**Question**

PySCF 2.14.0, Hartree–Fock single-point calculations with the def2-TZVP basis on neutral gas-phase molecules and pairs. The minima of the electrostatic potential and local ionisation energy are taken on the 0.001 a.u. electron-density surface, and Hirshfeld charges are relative to spherical free atoms.

| system | spin multiplicity | geometry level | formula | homo (eV) | surface potential min (V) | local ionisation min (eV) | Hirshfeld charge of the first heaviest atom (e) |
| --- | --- | --- | --- | --- | --- | --- | --- |
| N#N.FCF | 1 | not relaxed | CH2F2N2 | -14.460 | -0.881 | 16.910 | -0.15 |
| C[SiH3] | 1 | GFN2-xTB | CH6Si | -12.286 | -0.181 | 13.595 | 0.36 |
| Br.[GeH4] | 1 | GFN2-xTB | BrGeH5 | -11.685 | -0.366 | 12.691 | -0.05 |
| C#[N+][AlH2-][Br] | 1 | GFN2-xTB | CH3AlBrN | -10.248 | -1.097 | 11.547 | -0.28 |
| [SiH2][GeH2][O][SiH3] | 2 | GFN2-xTB | GeH7OSi2 | -9.205 | -0.750 | 9.859 | 0.39 |
| [CH2]C[SiH2]OC | 2 | GFN2-xTB | C3H9OSi | -8.536 | -1.060 | 10.867 | 0.47 |

The HOMO is the energy of the highest occupied orbital. The local ionisation energy is the average binding energy of the electrons found at one point, and the table gives its lowest value on each molecule's outer surface.

The first row is an N₂ molecule placed near CH₂F₂, and the third is HBr beside GeH₄. The fourth is HCN bound through nitrogen to AlH₂Br. The last two are radicals, with the odd electron mainly on a terminal silicon and a terminal carbon atom.

The same calculations show where the surface minimum lies:

- Rows one and two: at the hydrogens of CH₂F₂ and at the hydrogens on silicon.
- Rows three and four: at bromine.
- Silicon radical: outside the radical silicon, whose three bond angles add up to 330°. The next minimum anywhere on the surface is 3.5 eV higher.
- Carbon radical: outside the radical carbon, with a second minimum on its opposite face, 1.1 eV higher.

Explain how the surface minimum follows the HOMO down the table, and account for any row that breaks the order.

**Model answer**

The HOMO rises at every step down the table. The surface minimum falls through the first five rows, as it should if the top orbital decides it, but rises again in the last. The carbon radical has the higher HOMO of the two radicals, yet its surface minimum is 1.0 eV above that of the silicon radical.

The definition shows how this can happen. At a point $\mathbf r$ the local ionisation energy is

$$\bar I(\mathbf r)=\sum_i w_i(\mathbf r)\,|\varepsilon_i| ,$$

where $\varepsilon_i$ is the energy of occupied orbital $i$ and $w_i$ its share of the electron density there. The shares add up to one. Taking out the HOMO depth $D=-\varepsilon_{\rm HOMO}$ leaves

$$\bar I(\mathbf r)=D+X(\mathbf r),\qquad X(\mathbf r)=\sum_i w_i(\mathbf r)\,(|\varepsilon_i|-D).$$

The excess $X$ comes from deeper orbitals present at the same point. It is small where the HOMO and orbitals close to it in energy supply nearly all the density, and large where much deeper orbitals take a good share.

*The general trend.* The depth $D$ changes because the most weakly held electrons belong to different kinds of bond or atom. In CH₂F₂ fluorine draws charge away and all valence electrons are held tightly. Silicon attracts electrons less than carbon or hydrogen does, so the bonds it forms hold their electrons more loosely than C–H bonds do. Bromine offers lone pairs, and a radical offers an unpaired electron that no bond stabilises. This ordering is argued from the nature of the bonds and not proved by the table, but the positions of the minima agree with it.

The two bromine rows show that surroundings matter too. From the HBr pair to the aluminium compound, the HOMO rises by 1.4 eV and the surface minimum falls by 1.1 eV. Bromine also carries more negative charge there, −0.28 against −0.05 e. Aluminium gives up charge easily and HCN donates more, and an electron is easier to remove from a more negative region. With only two rows, the effects of aluminium and HCN can't be separated. Nor does bromine stand alone in the aluminium compound: the minima at the hydrogens on aluminium are only 0.2 eV higher, so the top orbital may be shared with the Al–H bonds.

*The simplest estimate.* Suppose that $X$ were the same everywhere. Its mean over all six rows is 1.5 eV. The carbon radical should then have a minimum of $8.5+1.5=10.0$ eV and the silicon radical one of $9.2+1.5=10.7$ eV. The calculation gives 10.9 and 9.9 eV, so the estimate puts the radicals in the wrong order although both were used in the mean.

*The irregular row.* The HOMO of the carbon radical is shallower by 0.7 eV, but its excess is larger by 1.7 eV, and the second difference wins. The question is therefore why deeper orbitals count for more outside the carbon atom.

The shape of the radical centre suggests an answer. Three bonds in a plane would have angles adding up to 360°, and a tetrahedral arrangement gives 328°. The silicon centre, at 330°, is a pyramid. Its odd electron occupies a mixed s–p orbital that points away from the three bonds, which fits the single deep minimum on the open side. There the odd electron meets little other density, especially as the electrons of the Si–H bonds are drawn towards hydrogen.

The carbon radical has low values on two opposite faces, as expected for an electron in a p-like orbital. Its density is divided between the faces, so each receives only part of it. The faces are not equal, since the silyl group stands on the side of the higher minimum. Its bond to carbon runs nearly parallel to the p-like orbital, so the two can mix, which should spread the odd electron a little further. The C–H bonding electrons stay closer to carbon than Si–H electrons do to silicon, and they are more tightly bound. All these effects should raise the average. This is an argument from shape and bonding, since the orbital shares themselves were not separated. It also holds only for the one conformer calculated: rotation about the C–C bond would move the silyl group relative to the p-like orbital and could change the surface minimum.

**Remarks on the reasoning**

A good answer does not treat the relation $\bar I\ge D$ as a discovery. It follows from the definition, because no occupied orbital lies above the HOMO. What the table adds is the size of the excess, which runs from 0.7 eV in the silicon radical to 2.5 eV in the first row. A straight line fitted by least squares to all six rows, with $D$ as the variable, does not cure the problem: any rule that rises with $D$ alone must put the radicals in the wrong order.

The large excess in the first row deserves the same kind of thought. The HOMO of CH₂F₂ is probably spread over the C–H bonds and the fluorine lone pairs, so that only part of it reaches the hydrogens. That is a plausible reading, not a tested one. The pair was also calculated at an unrelaxed starting geometry, so this row describes that arrangement and not a stable complex.

A tempting mistake is to look for the loosest electrons where the electrostatic potential is most negative. In both radicals that place is near oxygen, while the lowest ionisation energy lies at the radical atom. The potential is even slightly positive outside the radical silicon. It measures the pull of the whole molecule on a charge, whereas the local ionisation energy measures how firmly the electrons at that spot are held.

Hartree–Fock orbital energies leave out electron correlation and the response of the remaining electrons to ionisation. The gap of 0.7 eV between the radicals' HOMOs is therefore too small to settle which of them really loses an electron more easily. Relativity is left out too. For bromine the missing spin–orbit splitting amounts to tenths of an eV, so small differences that involve the bromine rows should not be pressed.

For silicon and germanium precursors used to deposit device layers, the practical rule has two steps. Find the atom or bond that holds the top orbital, then ask how much of the density at the surface there comes from much deeper orbitals. The answer suggests where an electron-seeking partner may attack first; it says nothing about how fast the reaction runs.
